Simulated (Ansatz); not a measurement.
All numbers below come from DFT PBE, scalar-relativistic, plane waves, PAW (Ansatz). Settings: cutoff 420 eV, Γ-centred meshes spaced at most about 0.3 Å⁻¹, and about 0.25 Å⁻¹ or finer for metals (2π included), Gaussian smearing. No spin polarisation in the final relaxations.

Temperature and zero-point effects are left out.

Two forms of Si3F were relaxed alike.

1.

```xyz
4
Lattice="0.0000 2.9933 2.9933 2.9933 0.0000 2.9933 2.9933 2.9933 0.0000" Properties=species:S:1:pos:R:3 pbc="T T T"
Si    4.4900    4.4900    4.4900
Si    1.4967    1.4967    1.4967
Si    0.0000    0.0000    0.0000
F     2.9933    2.9933    2.9933
```

2.

```xyz
4
Lattice="-2.4632 2.4632 2.4632 2.4632 -2.4632 2.4632 2.4632 2.4632 -2.4632" Properties=species:S:1:pos:R:3 pbc="T T T"
Si    2.4632    0.0000    0.0000
Si    0.0000    2.4632    0.0000
Si    0.0000    0.0000    2.4632
F     0.0000    0.0000    0.0000
```

**Question.** Which form is favoured at zero pressure, and by what margin per atom?

**Answer.** Cell 1 is lower, by 50 meV/atom. Cell 1 has the BiF3 (D0_3) type, space group Fm-3m (No. 225), 13.4 Å³/atom and no gap on its mesh; cell 2 has space group Im-3m (No. 229), 14.9 Å³/atom and no gap. Counting Si atoms around F (those within 1.25 times the shortest such distance or 1.15 times the sum of covalent radii, 1.27 where that leaves under three; a plus sign parts nearer from farther groups; the shortest distance is added where it exceeds 1.18 times the sum of covalent radii), cell 1 has F 8+6 from 2.6 Å and cell 2 has F 6 from 2.5 Å. Cell 2 holds Si–Si bonds in all directions (shortest 2.46 Å); in cell 1 the shortest Si–Si distance is 2.59 Å, near bonding range too. The denser one is the lower, and pressure would at first widen the difference. In cell 1, Si on a site of symmetry -43m has 4 F at 2.59 Å, 4 Si at 2.59 Å and 6 Si at 2.99 Å; Si on a site of symmetry m-3m has 8 Si at 2.59 Å and 6 F at 2.99 Å; around F lie 8 Si at 2.59 Å and 6 Si at 2.99 Å (long against covalent radii, as for large ions). In cell 2, Si has 2 F at 2.46 Å and 4 Si at 2.46 Å; around F lie 6 Si at 2.46 Å (long against covalent radii, as for large ions). Both come from invented guesses.

In Fm-3m, Im-3m an odd number of electrons in the primitive cell allows no gap without spin; a larger cell or a magnetic state could open one. Cells relaxed within their symmetry can be saddle points.

The preference for cell 1 is best read as a packing effect within an unusual bonding situation. Both structures are ordered decorations of simple lattices, body-centred cubic in cell 1 and simple cubic in cell 2. The former offers more neighbours at slightly longer range, and with delocalised electrons this probably outweighs the shorter but fewer Si–Si contacts of cell 2.

Neither structure contains a normal Si–F bond. Even the shortest separations, 2.59 Å and 2.46 Å, are far beyond the usual length of this strong, polar bond, and fluoride is too small an ion for its size to explain them. The cause is geometric: symmetry fixes every atomic position, so only the cell volume could relax and fluorine could not move towards one silicon. Fluorine normally binds terminally to silicon, as in molecular SiF4, which suggests that lower symmetry would release much more energy than the 50 meV/atom separating the two forms. The ordering therefore ranks two constrained frameworks and doesn't establish that a compound Si3F would resist separation into silicon and SiF4.
